Zr₂N is a metallic nitride in which each nitrogen atom sits among six zirconium atoms. In the calculation below a static crystal is relaxed under uniform pressure, with its tetragonal symmetry kept. Negative pressure means a uniform pull. The changes in volume, in enthalpy and in the two cell edges a and c are counted from the relaxed crystal at zero pressure.

Zr₂N (P4₂/mnm, 6 atoms per cell), relaxed at each pressure at zero temperature with its symmetry kept, so that b = a. Changes are relative to the relaxed zero-pressure cell: a = 5.417 Å, c = 3.300 Å, 16.14 Å³ per atom. Ansatz 0.2.0, plane-wave PAW, r2SCAN, scalar-relativistic, no spin polarisation; cutoff 500 eV, 8×8×10 k mesh, Gaussian smearing of 0.1 eV.

```tsv
pressure (GPa)	volume change (%)	enthalpy change (eV/atom)	a change (%)	c change (%)
-3	1.71	-0.305	0.60	0.49
0	0.00	0.000	0.00	0.00
3	-1.57	0.300	-0.56	-0.46
8	-3.95	0.790	-1.41	-1.19
15	-6.85	1.457	-2.45	-2.11
30	-11.96	2.824	-4.32	-3.83
```

The pressures are not evenly spaced, so changes are best compared per gigapascal.

**(a) Why does each further gigapascal remove less volume, and why does the crystal swell more at −3 GPa than it shrinks at +3 GPa? Use these two rows alone to fix a law for the curve, and test it on the last row.**

*Solution.* The volume of a crystal is a balance. Bonding pulls the atoms together; the kinetic energy of confined electrons and the overlap of filled shells push them apart. The push grows more steeply with shrinking distance than the pull does. The energy well is therefore steeper on its short side than on its long side, and a crystal that has been squeezed resists the next squeeze more strongly.

The table shows this directly. Between −3 and 0 GPa the volume falls by 1.71/3 ≈ 0.57 % per gigapascal, but between 15 and 30 GPa by only (11.96 − 6.85)/15 ≈ 0.34 %. The difference between the two rows at ±3 GPa is the same effect on a small scale: the pull works on the softer side of the well.

To make this quantitative, let V₀ be the volume at zero pressure and B the bulk modulus there, the pressure per fractional loss of volume. A convenient measure of compression is the finite strain

f = [(V₀/V)^(2/3) − 1]/2.

The simplest well is quadratic in it, E = (9/2) B V₀ f². Since P = −dE/dV, this gives

P = 3 B f (1 + 2f)^(5/2).

Most of the stiffening comes from the last factor, the rest from the way f itself grows as the volume falls. Together they make the bulk modulus rise from its starting value B, at first by 4 GPa for each gigapascal applied.

For the estimate, the volume changes by 1.71 + 1.57 = 3.28 % over the 6 GPa between the two rows, so B ≈ 6/0.0328 ≈ 183 GPa. In the last row V/V₀ = 1 − 0.1196 = 0.8804, hence f ≈ 0.044 and (1 + 2f)^(5/2) ≈ 1.24. The pressure comes out as 3 × 183 × 0.044 × 1.24 ≈ 30 GPa, which is the pressure that was applied. This row had no part in fixing B. With a constant bulk modulus the crystal would have shrunk by about 15 % at 30 GPa, instead of 12 %.

Fitted to all six rows, the same law again gives B ≈ 183 GPa and misses the pressures by 0.03 GPa (rms). The rate of stiffening, however, was built into it. When that rate is fitted as well, it comes out at 3.9, and the second constant doesn't improve the prediction of rows left out of the fit.

What does a rate near 4 mean? If repulsion varies with the distance ℓ between atoms as 1/ℓᵐ and attraction as 1/ℓⁿ, the rate is 2 + (m + n)/3. A simple electron gas, with kinetic energy as 1/ℓ² and electrostatic attraction as 1/ℓ, gives 3. That law misses by 0.20 GPa (rms) even with its own best B, so the crystal stiffens faster than such a gas. Overlap of filled shells on Zr and N is a plausible reason, but the curve can't single it out.

For a neighbouring material the ratio P/B is the first thing to ask for. Pure zirconium is known to be softer than its nitrides, so within one crystal structure the same pressures would carry it further up its well and bend its volume curve more. The nitrogen-richer ZrN is stiffer, and its curve should be straighter.

**(b) The volume curve bends clearly, yet the enthalpy rises almost in a straight line. Why? And does the negative enthalpy at −3 GPa mean that the stretched crystal is better bonded?**

*Solution.* The enthalpy is H = E + PV. A small change in it is dE + P dV + V dP, and at zero temperature the first two terms cancel because dE = −P dV. What remains is

dH/dP = V.

The slope of the enthalpy curve is thus the volume itself, not the change in volume. From the first interval to the last it falls from 16.3 to 14.6 Å³ per atom, by about a tenth. A line whose slope changes so little looks straight, and the slight downward bend is the compression of part (a) seen through its integral.

It follows that the enthalpy change measures mostly the room that the crystal takes up. At 30 GPa the product PV supplies 2.66 of the 2.82 eV per atom. Only the remaining 0.16 eV is energy stored in the squeezed bonds, about 6 % of the total. The quadratic well of part (a) gives the same stored energy, as it should if volumes and energies belong to one consistent calculation. This agreement checks the calculation, not the mechanism.

The row at −3 GPa can now be read correctly. Its enthalpy is lower by 0.305 eV per atom because PV is negative, while its internal energy is slightly higher than at zero pressure. The bonds are strained there, not improved.

For anyone who wants to know whether pressure favours Zr₂N in a synthesis, the steep rise in enthalpy is no argument against it. Every competing solid pays its own PV. Entropy aside, what counts is the difference in enthalpy between Zr₂N and its competitors at the same pressure, whose slope is their difference in volume, both taken for the same numbers of Zr and of N atoms. The table has no competitor, so it leaves that question open.

**(c) The edge a shrinks more than c. How strong is this preference, does it persist, and what in the structure could cause it?**

*Solution.* A crystal equally stiff in all directions would lose the same percentage along each edge. At 30 GPa that would be about 4.2 %, from the cube root of 0.8804. The calculation gives 4.32 % for a and 3.83 % for c, so the cell, whose c edge is the shorter one, becomes slightly less squat, with c/a up by 0.5 %. The preference is real but modest.

It also fades. In the intervals on either side of zero pressure a is strained about 1.22 times as much as c; between 15 and 30 GPa the factor is 1.09. The softer direction is therefore stiffening faster than the harder one.

The structure offers a reason for the preference. It is the rutile structure with the roles of metal and non-metal exchanged: NZr₆ octahedra share edges to form straight chains along c, and neighbouring chains are joined at corners. Along a chain the spacing of like atoms equals c, so any shortening of c brings these atoms closer to each other by the same percentage. Across the chains, symmetry leaves each zirconium atom free to slide along one diagonal of the square base, and the load can be shared out among the bonds.

This argument makes a softer a plausible without proving it, because the zirconium atoms can also slide when c shortens. The test would be to follow the individual Zr–N distances under pressure, and the atomic positions of the compressed cells are not given. Why the preference fades is more uncertain still. One guess is that the contacts across the chains, having closed up faster, reach the steep part of their repulsion sooner.

One way of yielding was closed from the start. Rutile-type crystals can respond to pressure by rotating their chains, which makes the two equal edges a and b unequal. The calculation kept them equal, so its smooth curves don't show that Zr₂N stays tetragonal up to 30 GPa.

The output printed after this text lists the fits and the values for each row and interval.

Numerical output:

```
fit of P on 6 rows: coefficient of X1 182.7 +/- 0.17; rms 0.0291, worst 15 -0.0568, leave-one-out rms 0.0644
fit of P on 6 rows: coefficient of X1 183.9 +/- 0.3, coefficient of X2 -20.6 +/- 5.1; rms 0.0128, worst 15 -0.0211, leave-one-out rms 0.0789
Pressure derivative B' of the bulk modulus when it is left free: 3.888
Rms miss of the electron-gas law with its own best B, GPa: 0.1968
Row by row:
  row  P_strain_law_GPa  P_electron_gas_GPa  dV_constant_B_pct  PV_eV_atom  H_less_PV_eV_atom  strain_energy_law_eV_atom  c_over_a_change_pct
   -3            -2.995              -3.191              1.656     -0.3074           0.002413                   0.002616              -0.1093
    0                 0                   0                  0           0                  0                          0                    0
    3             2.984               3.128             -1.629      0.2975           0.002501                   0.002329               0.1006
    8             7.982               8.265             -4.284      0.7741            0.01585                    0.01536               0.2231
   15             14.94               15.24             -7.882       1.408             0.0493                     0.0486               0.3485
   30             30.04               29.77             -15.14       2.661              0.163                     0.1627               0.5121
Interval from the row above:
  row  mean_bulk_modulus_GPa  enthalpy_slope_A3_atom  mean_of_end_volumes_A3_atom  a_strain_over_c_strain
    0                  176.9                   16.29                        16.28                   1.224
    3                  189.6                   16.02                        16.01                   1.218
    8                  204.3                    15.7                         15.7                   1.166
   15                  228.3                   15.27                        15.27                   1.134
   30                  265.9                    14.6                        14.62                   1.092
Mean of the volume changes at -3 and +3 GPa, table, %: 0.07
The same from second-order expansion with B' of 4, %: 0.0674
Bulk modulus at 30 GPa from the one-constant strain law, GPa: 296
Share of H less PV in the enthalpy change at 30 GPa, %: 5.773
```
